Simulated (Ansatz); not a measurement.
**Solid C2H6O: from lattice energy to sublimation**

All numbers below come from Ansatz 0.2.0, DFT PBE+D3(BJ), scalar-relativistic, plane waves, PAW.

Settings: cutoff 420 eV, Γ-centred mesh 4×4×4 on the computed 36-atom cell, Gaussian smearing of 0.02 eV; no spin polarisation.

Relaxed primitive cell: a = 5.40 Å, b = 6.85 Å, c = 8.12 Å, α = 90.00°, β = 102.01°, γ = 90.00°.

The relaxed cell holds 4 C2H6O at 73.5 Å³ each. Per molecule the crystal lies 0.6664 eV below the molecule frozen in its crystal shape, and that shape lies 0.0297 eV above the relaxed free molecule.

Q: Put the lattice energy together, estimate the enthalpy of sublimation and the cohesive energy density, and say what binds the crystal.

A: E_latt = −0.6664 + 0.0297 = -0.6367 eV = -61.4 kJ/mol: the molecule pays 4.5 % of its binding as strain. For rigid molecules with classical lattice modes the gas has 3 RT of translation and rotation plus RT of pV, the crystal 6 RT in its lattice modes, so ΔH_sub ≈ −E_latt − 2RT = 61.4 − 5.0 = 56.4 kJ/mol at 298 K (a solid that melts lower is measured colder, with a smaller RT term). The cohesive energy density is −E_latt per molar volume, 61.4 kJ/mol / 44.3 cm³/mol = 1388 MPa, and its root, 37 MPa^½, is the solid's counterpart of a solubility parameter (the liquid's is smaller). The D3 term adds -0.317 eV between molecules, 48 % of the binding at this geometry; electrostatics, hydrogen bonds or charge transfer in the functional itself give the rest. The share depends on the functional that the correction is paired with. The Kohn–Sham gap is 5.49 eV in the free molecule, 5.41 eV in the molecule frozen in its crystal shape and 5.75 eV on the crystal's mesh. From the frozen molecule to the crystal it shows a widening: neighbours confine or shift the frontier levels, and the free molecule's lowest empty level can be a diffuse one.

Quantum lattice modes, thermal expansion and changes of the internal vibrations are left out, each worth up to a few kJ/mol.

Cost: 3 runs of about 11 core-minutes in all, on Arm Neoverse V1 (shared hosts).

The cell and the sizeable lattice energy suggest crystalline ethanol rather than its isomer dimethyl ether, which has no hydroxyl donor and should bind much more weakly. In ethanol each hydroxyl group can donate one hydrogen bond and accept another, linking molecules into chains, while dispersion acts both along the chains and between their ethyl groups. That fits a binding energy split almost evenly between the D3 term and the rest, though the split is no clean measure of hydrogen-bond strength, since dispersion also acts across the O–H···O contacts. The strain of only 0.0297 eV is reasonable for a molecule whose softest internal coordinate is rotation about the C–O bond.

Deformation alone slightly narrows the gap, so the widening in the crystal comes from the surroundings. Probably hydrogen bonding stabilises the oxygen lone pair, while Pauli repulsion from neighbours raises the diffuse empty level. This doesn't show that the quasiparticle gap widens too, because polarisation of the surrounding molecules stabilises added electrons and holes, an effect that the Kohn–Sham levels largely miss.
